**Question**

The ion Hf8+ is held in the configuration 4f¹³ 5p³ and computed with four semilocal functionals and with Hartree-Fock. The ε are orbital eigenvalues, the mean radius is $\langle r\rangle$, and the last column, called $\Delta$ below, is ε(4d down) − ε(4d up).

Spin-polarised all-electron calculations with B-spline radial atomic code 1 at the basis-set limit, scalar X2C Hamiltonian, Fermi nucleus. The ion is Hf8+, [Kr] 4d10 4f13 5s2 5p3, with seven 4f and all three 5p electrons spin up. Open shells are spherical, by fractional occupation in the functionals and configuration average in Hartree-Fock; energies are orbital eigenvalues.

| method | rung | share of exact exchange | energy (4d up) (hartree) | energy (4d down) (hartree) | mean radius (4d up) (bohr) | mean radius (4d down) (bohr) | ε(4d down) − ε(4d up) (hartree) |
| --- | --- | --- | --- | --- | --- | --- | --- |
| LDA VWN5 | LDA | 0 | -12.246 | -12.187 | 0.53298 | 0.53215 | 0.0590 |
| BLYP | GGA | 0 | -12.232 | -12.173 | 0.53279 | 0.53198 | 0.0584 |
| OLYP | GGA | 0 | -12.282 | -12.224 | 0.53238 | 0.53131 | 0.0575 |
| revTPSS | meta-GGA | 0 | -12.253 | -12.197 | 0.53307 | 0.53210 | 0.0561 |
| Hartree-Fock | Hartree-Fock | 100 % | -13.487 | -13.329 | 0.53341 | 0.53171 | 0.1573 |

(a) The 4d shell holds five electrons of each spin. Why is it split?
(b) Explain the size of $\Delta$ in Hartree-Fock against the other rows, with a model for each.
(c) Can orbital size, level depth or correlation account for the contrast?
(d) Is the fall from LDA to revTPSS a trend along the rungs?
(e) What would happen to $\Delta$ if the 4f hole were filled?

**Model answer**

(a) The ion has four more up than down electrons, one in 4f and three in 5p. Exchange acts only between parallel spins and lowers the energy, so a 4d up electron has four more exchange partners than a 4d down electron. $\Delta$ is the exchange splitting of a filled inner shell, not a gap between occupied and empty levels. The occupations are imposed alike in all rows, which makes the rows comparable but does not make this the ground configuration.

(b) Hartree-Fock gives 0.1573 hartree, 2.7 times the semilocal mean. Take the same radial orbitals for both spins. The Coulomb field and the exchange with closed shells then cancel in the difference, and Hartree-Fock leaves

$$\Delta = K(4d,4f) + 3K(4d,5p),\qquad K(a,b)=\sum_k \begin{pmatrix} l_a&k&l_b\\0&0&0\end{pmatrix}^2 G^k(a,b),$$

where $G^k$ is the radial exchange integral of multipole order $k$. Local exchange replaces this by a potential $v_\sigma=-(6n_\sigma/\pi)^{1/3}$ of the spin density $n_\sigma$, so that

$$\Delta=\langle v_\downarrow-v_\uparrow\rangle\approx\left\langle \tfrac23\,|v|\,\frac{m}{n}\right\rangle,\qquad m=n_\uparrow-n_\downarrow,\quad n=n_\uparrow+n_\downarrow .$$

Both formulas were evaluated with one set of model orbitals. They come from a non-relativistic screened potential whose two parameters were fitted by least squares to the logarithms of the LDA mean radii of 4p, 4d, 4f and 5p, and each orbital was then stretched to its LDA mean radius. No energy or splitting entered the fit. The nonlocal formula gives 0.167 hartree for 4d, 6 % above the Hartree-Fock row, roughly two thirds of it from the single 4f spin. The local formula gives 0.067 hartree, 14 % above the LDA row.

The uniform gas suggests why the local value is smaller. With Fermi wave number $k_F=(6\pi^2n_\sigma)^{1/3}$ the local potential is $-k_F/\pi$, the exchange energy of an electron at the Fermi surface, and every orbital is given this value. A Hartree-Fock level of wave number $k=xk_F$ shifts with added electrons by $-(1/\pi x)\ln[(1+x)/(1-x)]$ per unit $k_F$, against $-1/\pi$ for the local potential. The ratio is 2 at the bottom of the band, 2.2 at $x=0.5$ and 3.3 at $x=0.9$. This is an argument for a factor of two or more. It assigns no $x$ to an atomic shell.

The pair counting can be worked in full for the 4f shell, with integrals that the LDA calculation itself gives and without model orbitals. Averaged over the configuration, an up electron has six parallel 4f partners and a down electron five. One parallel pair is lowered by $\tfrac76\sum_{k>0}c_kF^k$, where the $F^k$ are the radial integrals within the shell and the $c_k$ the squared angular coefficients:

$$\tfrac76\left(\tfrac{4}{105}\,19.30+\tfrac{2}{77}\,12.18+\tfrac{100}{3003}\,8.78\right)\text{eV}=1.57\ \text{eV}=0.058\ \text{hartree}.$$

The three 5p spins add $3\left(\tfrac{3}{35}\,3.76+\tfrac{4}{63}\,3.08\right)$ eV $=1.55$ eV $=0.057$ hartree. The sum, 0.115 hartree, lies 10 % above the Hartree-Fock 4f splitting of 0.104.

(c) Size is excluded by the table: the 4d up radii agree to 0.2 % over all rows. Depth is excluded too. The Hartree-Fock levels lie 1.1 to 1.25 hartree deeper, about 10 % relative to LDA, and a splitting in proportion to depth would be 0.059 × 1.10 = 0.065 hartree. Two causes are expected for the greater depth: nonlocal exchange binds inner electrons more strongly than a local potential does, and semilocal functionals let an electron repel itself, a known defect. Whatever part of the shift is common to both spins drops out of $\Delta$.

Correlation needs more care, because Hartree-Fock differs from the other rows twice over, by nonlocal exchange and by having no correlation, and the table cannot separate the two. The model can, within its accuracy: neither formula contains correlation, yet their ratio is 2.5 against 2.67 for Hartree-Fock over LDA. Correlation acts mainly between opposite spins and reduces a spin splitting, which has the right sign for the remainder, though orbital relaxation is mixed into the same misfit.

(d) No. The fall of 0.003 hartree, 5 % of the semilocal mean, is well above the rounding and runs in the order of the table, and the 4p splitting falls in the same order, but some other shells of the same calculations go the other way. The 5s splitting is 0.139 hartree in LDA, 0.191 in OLYP and 0.187 in revTPSS, and 4f also splits more in these two. One guess is redistribution: OLYP and revTPSS spread the 4f up and down radii further apart than LDA and BLYP do, which would move spin density out of the 4d region. The guess sorts the four rows into the right pairs and gets the order within the lower pair wrong, since OLYP has the larger spread and revTPSS the smaller $\Delta$. No cause is established.

(e) With frozen orbitals $\Delta$ is a sum over unpaired spins, each weighted by its overlap with the split shell. Filling the hole removes the 4f term, so the Hartree-Fock value would fall to about a third. Turning the 4f spin against the 5p spins would reverse the sign of the Hartree-Fock value, and a half-filled 4f shell would split 4d several times more strongly.

**Remarks on the reasoning**

The model earns its trust from the other shells. The Hartree-Fock to LDA ratio in the calculations rises from 2.0 for 3s through 2.65 for 4s to 4.1 for 5s, and the model gives 1.95, 2.5 and 3.4. The 5s shell is split almost wholly by its 5p neighbours, 4d mainly by 4f: shells of the same principal number share a radial region and have large dipole integrals $G^1$.

Three shells, 4f, 2s and 1s, fall below the gas bound of 2. The model reproduces all three, though it also puts 3s just below 2, where the calculations give 2.01. For 4f the ratio is 1.4. Within one shell the monopole term cancels and parity forbids the dipole term, so a 4f–4f pair is worth only about half of $K(4d,4f)$, while the local potential sees the spin density at full strength. The open shell is also treated differently, as a configuration average in Hartree-Fock and with spherical fractional occupation in the functionals. For 2s the ratio is 1.6. In the model its exchange with 5p is about half that of 2p, 0.014 against 0.027 hartree, while the local splittings differ less. For 1s the ratio is only a little below 2, and this shows only if the levels are subtracted before they are rounded to 0.001 hartree; the rounded levels give 2.0. The monopole exchange term with 5p, which 2p has and every s shell lacks, may help to explain the low 1s and 2s ratios but cannot be the whole reason, since 3s, 4s and 5s lack it too and do not fall below 2.

The model has clear limits. It falls about 16 % and 17 % below the LDA and Hartree-Fock 1s splittings, where non-relativistic orbitals are poor, and lies 19 % above the LDA 5s value, so its exact hit on the Hartree-Fock 5s value may be luck. Its 4f and 5p integrals match those of the LDA calculation to 1 %, which says nothing direct about the 4d orbital. The mean radii and integrals taken from the calculations belong to X2C orbitals without picture change. The known errors of this kind are in inner inverse radii and in densities close to the nucleus, so they are a concern for 1s more than for 4d. The local average must also not be factorised: $\tfrac23\times 2.95\times 0.052=0.10$ hartree overshoots 0.067, because $m/n$ is large in the outer region where $|v|$ is weak.

The lower level need not belong to the smaller orbital. In every row 4d up is lower and yet larger, by 0.0017 bohr in Hartree-Fock. The splitting is first order and needs no change of shape, while the radius responds to where the extra attraction lies, and both 4f and 5p have larger mean radii than 4d. Nor is the lower level always the larger orbital, since in Hartree-Fock 4s up and 4p up are the smaller ones.

Finally, no $\Delta$ here is a line splitting. Spin–orbit coupling is absent from these calculations, and in so heavy an atom it is expected to split the 4d level by more than any $\Delta$ in the table. A real 4d hole would couple with the open shells into multiplets.
